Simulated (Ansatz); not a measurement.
Pd: the change of pressure and energy above lowest point with volume per atom

All results are calculated (Ansatz 0.2.0 development build). Equation of state of a cubic crystal from periodic Kohn-Sham density functional theory without spin; pressure corrected for the finite basis.

Cell of the first row (space group Fm-3m, No. 225):
```
cell vectors (Å)
   0.0000     1.9309     1.9309
   1.9309     0.0000     1.9309
   1.9309     1.9309     0.0000
atoms (fractions of the cell vectors)
Pd  0.00000  0.00000  0.00000
```

Settings of every row: formula Pd; structure type fcc; functional PBE; spin treatment none; k mesh 24x24x24; occupation method fermi-dirac; occupation width 0.061225619 eV; wave cutoff 420 eV; datasets soft-1 PAW; density cutoff ratio 4.

| row | volume per atom (Å³) | pressure (GPa) | energy above lowest point (meV/atom) |
| --- | --- | --- | --- |
| 1 | 14.397 | 12.553 | 34.2 |
| 2 | 14.704 | 7.881 | 14.76 |
| 3 | 15.01 | 3.777 | 3.7 |
| 4 | 15.316 | 0.173 | 0 |
| 5 | 15.622 | ? | ? |
| 6 | 15.929 | -5.766 | 11.19 |
| 7 | 16.235 | -8.195 | 24.59 |

Question: what pressure and energy above lowest point should row 5 give?

Worked fit of pressure. Take u = (V_r/V)^(2/3) − 1 with V_r = 15.163 Å³ an atom, which is twice the finite (Eulerian) strain; such expansions in the strain, on which the Birch-Murnaghan equation of state is built, carry the rest volume and the bulk modulus. The shown rows have u = 0.03516, 0.0207, 0.00678, -0.00667, -0.03232, -0.04452. Least squares give pressure = 1.9188 + 267.689 × u + 954.83 × u² + 991 × u³ GPa; a parabola predicts inner rows, each left out in turn, worse (root mean square 0.019 against 0.006 GPa). The rows lie off it by -0.001, 0.003, -0.001, -0.002, 0.003, -0.001. The pressure vanishes at u = -0.0074, or V = 15.33 Å³ an atom, and there the bulk modulus at fixed shape and fractions is B = −V dP/dV = (2/3)(1 + u) dP/du = 168 GPa. The withheld row has u = -0.01968, so the fit gives 1.9188 + 267.689 × (-0.01968) + 954.83 × (-0.01968)² + 991 × (-0.01968)³ = -2.987 GPa.

The calculation gave -2.992 GPa. The fit lies 0.005 GPa (0.024 % of the column's range) above it; its largest miss of a shown row is 0.003 GPa.

Worked fit of energy above lowest point. Take u = (V_r/V)^(2/3) − 1 with V_r = 15.163 Å³ an atom, which is twice the finite (Eulerian) strain; such expansions in the strain, on which the Birch-Murnaghan equation of state is built, carry the rest volume and the bulk modulus. The shown rows have u = 0.03516, 0.0207, 0.00678, -0.00667, -0.03232, -0.04452. Least squares give energy above lowest point = 0.997 + 273 × u + 18628.8 × u² + 13302 × u³ meV/atom; a parabola predicts inner rows, each left out in turn, worse (root mean square 0.25 against 0.016 meV/atom). The rows lie off it by 0.00, 0.01, -0.01, 0.00, 0.01, 0.00. Its lowest point lies at u = -0.0074, or V = 15.33 Å³ an atom, and the curvature there gives the bulk modulus at fixed shape and fractions, B = (4/9)(1 + u)² E″(u)/V = 168 GPa. The withheld row has u = -0.01968, so the fit gives 0.997 + 273 × (-0.01968) + 18628.8 × (-0.01968)² + 13302 × (-0.01968)³ = 2.74 meV/atom.

The calculation gave 2.76 meV/atom. The fit lies 0.02 meV/atom (0.058 % of the column's range) below it; its largest miss of a shown row is 0.01 meV/atom.
